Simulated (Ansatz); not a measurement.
HfZn: phonon heat capacity and phonon entropy against temperature

Harmonic phonon free energy (zero-point part included), entropy and heat capacity at constant volume from interpolated force constants; periodic cell, basis, potentials, k mesh and filling as listed. The results are calculated, by Ansatz 0.2.0.

Structure of every row (space group Pm-3m, No. 221):
```
HfZn
1.0
      3.2751     0.0000     0.0000
      0.0000     3.2751     0.0000
      0.0000     0.0000     3.2751
Hf Zn
1 1
Direct
  0.50000 0.50000 0.50000
  0.00000 0.00000 0.00000
```

Settings of every row: functional PBEsol; dispersion none; potentials PAW; wave cutoff 470 eV; density cutoff 1880 eV; k mesh 8x8x8; k shift 0x0x0; occupations methfessel paxton; smearing width 0.1 eV; spin none; phonon method finite displacements; phonon supercell 2x2x2; dipole term of polar modes left out.

Limits: coarse k mesh, up to 40 meV an atom off; volume not checked for rest; no spin-orbit coupling, which can matter with elements this heavy; the cell comes from a prototype or a list of computed structures and needn't be the stable phase.

| row | temperature (K) | phonon heat capacity (k_B/atom) | phonon entropy (k_B/atom) | phonon free energy (meV/atom) |
| --- | --- | --- | --- | --- |
| 1 | 160 | 2.656 | 3 | 5.07 |
| 2 | 240 | 2.838 | 4.118 | -19.68 |
| 3 | 320 | 2.907 | 4.945 | -51.04 |
| 4 | 400 | 2.94 | 5.598 | -87.46 |
| 5 | 480 | ? | ? | ? |
| 6 | 560 | 2.969 | 6.593 | -171.88 |
| 7 | 640 | 2.976 | 6.989 | -218.72 |
| 8 | 720 | 2.981 | 7.34 | -268.14 |
| 9 | 800 | 2.985 | 7.655 | -319.85 |
| 10 | 880 | 2.987 | 7.939 | -373.61 |
| 11 | 960 | 2.989 | 8.199 | -429.25 |

Question: what phonon heat capacity and phonon entropy should row 5 give?

Worked fit of phonon heat capacity. At high temperature a harmonic heat capacity falls short of its limit by a term in 1/T², so take t = (100 K / T)². The shown rows have t = 0.39062, 0.17361, 0.09766, 0.0625, 0.03189, 0.02441, 0.01929, 0.01562, 0.01291, 0.01085. Least squares give phonon heat capacity = 2.9997 − 0.9721 × t + 0.2359 × t² k_B/atom; a straight line predicts inner rows, each left out in turn, worse (root mean square 0.0032 against 0.00022 k_B/atom). All shown rows lie on it to the printed digit. The constant, 2.9997 k_B/atom, is to be held against the harmonic limit of 3 k_B an atom. The withheld row has t = 0.0434, so the fit gives 2.9997 − 0.9721 × (0.0434) + 0.2359 × (0.0434)² = 2.958 k_B/atom.

The calculation gave 2.958 k_B/atom. The fit meets it to the printed digit.

Worked fit of phonon entropy. Entropy rises as the heat capacity times the change of ln T, so take t = ln(T / 300 K). The shown rows have t = -0.6286, -0.2231, 0.0645, 0.2877, 0.6242, 0.7577, 0.8755, 0.9808, 1.0761, 1.1632. Least squares give phonon entropy = 4.7653 + 2.86877 × t + 0.07709 × t² k_B/atom; a straight line predicts inner rows, each left out in turn, worse (root mean square 0.02 against 0.0075 k_B/atom). The rows lie off it by 0.008, -0.011, -0.006, 0.001, 0.007, 0.006, 0.004, 0.002, -0.003, -0.008 (root mean square 0.0063 k_B/atom), a smooth pattern that one more power would take up: the form is only approximate. The slope at t = 0, 2.87 k_B/atom, estimates the heat capacity at 300 K. The withheld row has t = 0.47, so the fit gives 4.7653 + 2.86877 × (0.47) + 0.07709 × (0.47)² = 6.131 k_B/atom.

The calculation gave 6.136 k_B/atom. The fit lies 0.005 k_B/atom (0.096 % of the column's range) below it; its largest miss of a shown row is 0.011 k_B/atom.

The other values of row 5: phonon free energy -127.96 meV/atom.
